Smearing in a metal: seven questions on one fixed Mo2N cell

In a metal, bands cross the Fermi level, and a calculation on a finite k mesh has to decide how sharply to cut the occupations there. Smearing replaces the sharp step by a gradual one. The rule sets the shape of the step and the width sets its spread. In the table below the atoms never move, so every change comes from the occupations alone.

Mo2N (R-3m, 11.99 Å³ per atom) with cell and atoms fixed, computed with Ansatz 0.2.0: PBEsol, plane-wave PAW, scalar-relativistic, no spin polarisation, 420 eV cutoff, 18×18×18 k mesh. The reference is Gaussian smearing of 0.1 eV. Energy is extrapolated to zero smearing, pressure is positive in compression, and the force change is the largest over atoms and axes.

```
  occupation rule  occupation width (eV)  energy less reference (meV/atom)  free energy less reference (meV/atom)  pressure less reference (GPa)  largest force change (eV/Å)
      Fermi-Dirac                   0.05                            -0.019                                 -0.956                          0.013                      0.00037
      Fermi-Dirac                    0.1                            -0.038                                  -8.22                          0.113                       0.0116
      Fermi-Dirac                    0.3                              1.96                                  -87.8                            1.4                        0.132
      Fermi-Dirac                    0.5                              11.1                                   -255                           4.47                        0.154
         Gaussian                   0.02                             0.008                                   1.45                         -0.031                       0.0121
         Gaussian                    0.3                            -0.042                                  -11.7                          0.161                       0.0187
Methfessel-Paxton                   0.02                             0.011                                   1.51                         -0.032                       0.0138
Methfessel-Paxton                   0.05                             0.001                                   1.50                         -0.031                       0.0108
Methfessel-Paxton                    0.1                              0.01                                   1.50                         -0.023                      0.00338
             cold                   0.01                             0.014                                   1.51                         -0.029                       0.0145
             cold                    0.1                             0.038                                   1.53                         -0.021                      0.00226
      tetrahedron                      0                            -0.207                                   1.29                          0.006                      0.00551
```

1. Which setting disturbs the results most?

Fermi-Dirac at 0.5 eV does, in all four result columns. Its energy is off by 11.1 meV/atom and its free energy by −255 meV/atom, both relative to the Gaussian reference. The two differ so much because the free energy contains the entropy term of the partly filled levels, while the energy column has been extrapolated back to zero smearing. The questions that follow ask how far that repair reaches.

2. Why does Fermi-Dirac lower the free energy so much more than Gaussian smearing of the same width?

Broadening lifts some electrons from just below the Fermi level to just above it. This costs energy, but the entropy term gains twice as much, so the free energy falls. Both the number of electrons moved and the distance they move grow with the spread, and the fall therefore grows with its square:

fall in free energy = ½ D s²

Here D is the density of states at the Fermi level and s² is the variance of the broadening function. For a width w, s² is w²/2 for Gaussian and π²w²/3 for Fermi-Dirac, which is 6.58 times as much. Equal widths in the table are thus not equal broadenings: Fermi-Dirac at 0.1 eV acts like Gaussian at about 0.26 eV.

One case can be worked in full. The entropy term of the reference run gives a fall of 1.50 meV/atom for Gaussian smearing at 0.1 eV. Fermi-Dirac at the same width should fall by 6.58 × 1.50 = 9.9 meV/atom, which is 8.4 below the reference; the table has 8.22. The output after this text makes the same comparison for every row, and the Fermi-Dirac and Gaussian rows agree within about 4 %. For a Fermi-Dirac width of 0.2 eV, which was not run, the rule gives −38 meV/atom.

3. Why do so many rows have a free energy near +1.5 meV/atom?

This is the reference's own fall, seen from the other side. Gaussian smearing at 0.02 eV hardly broadens at all. Methfessel-Paxton and cold smearing use broadening functions shaped so that their variance is zero, and the quadratic fall cancels even at 0.1 eV. These rows lie higher because the reference lies too low, so the +1.5 is no error of theirs.

4. Why does the extrapolation to zero smearing fail for wide Fermi-Dirac smearing?

The extrapolation adds half of the entropy term back to the free energy. That is exact as long as the fall is purely quadratic, which requires a density of states that is nearly constant over the broadened range. A Fermi-Dirac width of 0.5 eV corresponds to about 5800 K and samples several electronvolts of the bands, where this no longer holds. The next term in the free energy F then matters:

F = E₀ − b w² − a w⁴
entropy term = 2b w² + 4a w⁴
F + half of the entropy term = E₀ + a w⁴

E₀ is the energy without smearing, and a and b depend on the material and on the rule. The error that survives, a w⁴, is half of the amount by which the half-term exceeds quadratic growth. Measured from the 0.1 eV row, this excess gives errors of 2.1 and 12.8 meV/atom at 0.3 and 0.5 eV, where the table has 1.96 and 11.1. That baseline already holds a quartic part of its own, and allowing for it raises the estimates to about 2.3 and 13, both about a fifth too high. Energy and entropy are linked by thermodynamics, so the rough agreement in sign and size shows that the account is consistent and is not an independent proof. A single quartic term is only a first description. The entropy term divided by w² falls slightly between 0.05 and 0.1 eV before it rises by about a twentieth at 0.3 eV and a tenth at 0.5 eV, so no one value of a covers the whole range.

5. Why is the pressure wrong in a row whose energy is right?

Gaussian smearing at 0.3 eV changes the energy by only −0.042 meV/atom, yet it shifts the pressure by 0.161 GPa. The pressure is minus the volume derivative of the free energy, and the extrapolation repairs the energy only. When the cell expands, the atoms overlap less, and the bands are expected to narrow and the density of states to rise; no volume was varied here to show it. Smearing then lowers the free energy more at large volume, and the cell is pushed to expand.

Four rows fit this picture closely. For Gaussian at 0.3 eV, Fermi-Dirac at 0.05 and 0.1 eV and cold smearing at 0.1 eV, pressure change times volume equals the change in free energy with its sign reversed, within about 3 % on the tabulated values, two of which carry only two digits. Read through the formula of question 2, this means that the density of states grows roughly in proportion to the volume. The match is not general: the ratio is 1.1 for Methfessel-Paxton at 0.1 eV, 1.2 and 1.3 in the two widest Fermi-Dirac rows, and 1.4 to 1.6 in the Gaussian, Methfessel-Paxton and cold rows with widths of 0.05 eV or less, where the narrow step seems to bring in a further effect (question 7). For anyone relaxing this cell with Gaussian smearing of 0.3 eV, a slightly too large cell is to be expected, with no hint of it in the extrapolated energy. The push is uneven, +0.21 GPa in the plane against +0.06 GPa along the axis, and the force on Mo changes as well, so the two lattice constants need not grow alike.

6. Which digits can be trusted?

Leaving out tetrahedron and the two widest Fermi-Dirac rows, nine rows agree with the reference in energy within 0.042 meV/atom. Differences of that size should not be used to rank the rules, because the reference is itself smeared and all rows share one k mesh.

The tetrahedron row needs more care. Its pressure change of 0.006 GPa looks excellent, but it is the average of −0.05 GPa along each of the two in-plane directions and +0.12 GPa along the axis. The program also warned that the derivatives of this run may be incomplete and that its band table was not solved further. Its energy offset of −0.207 meV/atom may come from interpolating between mesh points, which a single mesh cannot confirm. A small pressure change can hide an uneven stress in other rows too: Gaussian at 0.02 eV shifts the stress by −0.12 GPa along the axis but only +0.01 GPa in the plane.

7. Does a narrower width always give better forces?

The table gives no support for that. If the quadratic fall were the whole story, removing the reference's smearing would shift the force slightly, and in the opposite direction to Fermi-Dirac at 0.1 eV. Cold smearing at 0.1 eV does so, with +0.002 eV/Å, but this is a single row: Fermi-Dirac at 0.05 eV moves the force by only −0.0004 eV/Å where the same scaling gives −0.0013, so the force is not cleanly quadratic even near the reference. Gaussian at 0.02 eV instead shifts it by −0.012 eV/Å, as much as Fermi-Dirac at 0.1 eV and in the same direction.

Something other than the quadratic fall must act at narrow widths. A narrow step draws on few k points near the Fermi level, so the force may carry sampling noise. It may also feel real fine structure in the density of states that a wider step averages away. The tetrahedron run, which interpolates between mesh points, shifts the force by +0.006 eV/Å, to the same side as cold smearing. That hints at the mesh, but the warning about this run's derivatives keeps it from being proof. Repeating Gaussian at 0.02 eV and cold smearing at 0.1 eV on a denser mesh would decide: if the two forces approach each other, the mesh was to blame.

Output of the analysis:

```
Free energy from the variance rule and pressure times volume (meV/atom):
                row  width eV  estimated free energy  computed free energy  pressure times volume  ratio to free energy lowering
        Fermi-Dirac      0.05                 -0.968                -0.956                 0.9729                          1.018
        Fermi-Dirac       0.1                 -8.375                 -8.22                  8.456                          1.029
        Fermi-Dirac       0.3                 -87.38                 -87.8                  104.8                          1.193
        Fermi-Dirac       0.5                 -245.4                  -255                  334.5                          1.312
           Gaussian      0.02                  1.441                  1.45                  -2.32                            1.6
           Gaussian       0.3                 -12.01                 -11.7                  12.05                           1.03
  Methfessel-Paxton      0.02                  1.501                  1.51                 -2.395                          1.586
  Methfessel-Paxton      0.05                  1.501                   1.5                  -2.32                          1.547
  Methfessel-Paxton       0.1                  1.501                   1.5                 -1.721                          1.147
               cold      0.01                  1.501                  1.51                  -2.17                          1.437
               cold       0.1                  1.501                  1.53                 -1.572                          1.027
        tetrahedron         0                  1.501                  1.29                  0.449                        -0.3481
Half of the entropy term of the reference (meV/atom): 1.501
Density of states from the reference entropy (states per eV and cell, both spins): 1.801
Variance of Fermi-Dirac over Gaussian at equal width: 6.58
Gaussian width with the variance of Fermi-Dirac 0.1 eV (eV): 0.2565
Estimated free energy less reference for Fermi-Dirac 0.2 eV (meV/atom): -38
Temperature that Fermi-Dirac 0.5 eV stands for (K): 5802
Energy error of Fermi-Dirac 0.5 over 0.3 eV: 5.663
The same ratio for a pure fourth power: 7.716
Energy error estimated from the entropy excess, Fermi-Dirac 0.3 eV (meV/atom): 2.057
Energy error estimated from the entropy excess, Fermi-Dirac 0.5 eV (meV/atom): 12.76
Rows without Fermi-Dirac 0.3 and 0.5 eV and tetrahedron (count): 9
Largest size of energy difference in those rows (meV/atom): 0.042
Half of the entropy term of cold 0.1 eV (meV/atom): 0.008498
Signed force change, Gaussian 0.02 eV (eV/A): -0.01213
Signed force change, cold 0.1 eV (eV/A): 0.00226
Signed force change, Fermi-Dirac 0.1 eV (eV/A): -0.01159
Force change of Fermi-Dirac 0.5 eV as part of the reference force (percent): 54.97
Tetrahedron stress change in the plane (GPa): -0.05232
Tetrahedron stress change along the axis (GPa): 0.1204
```
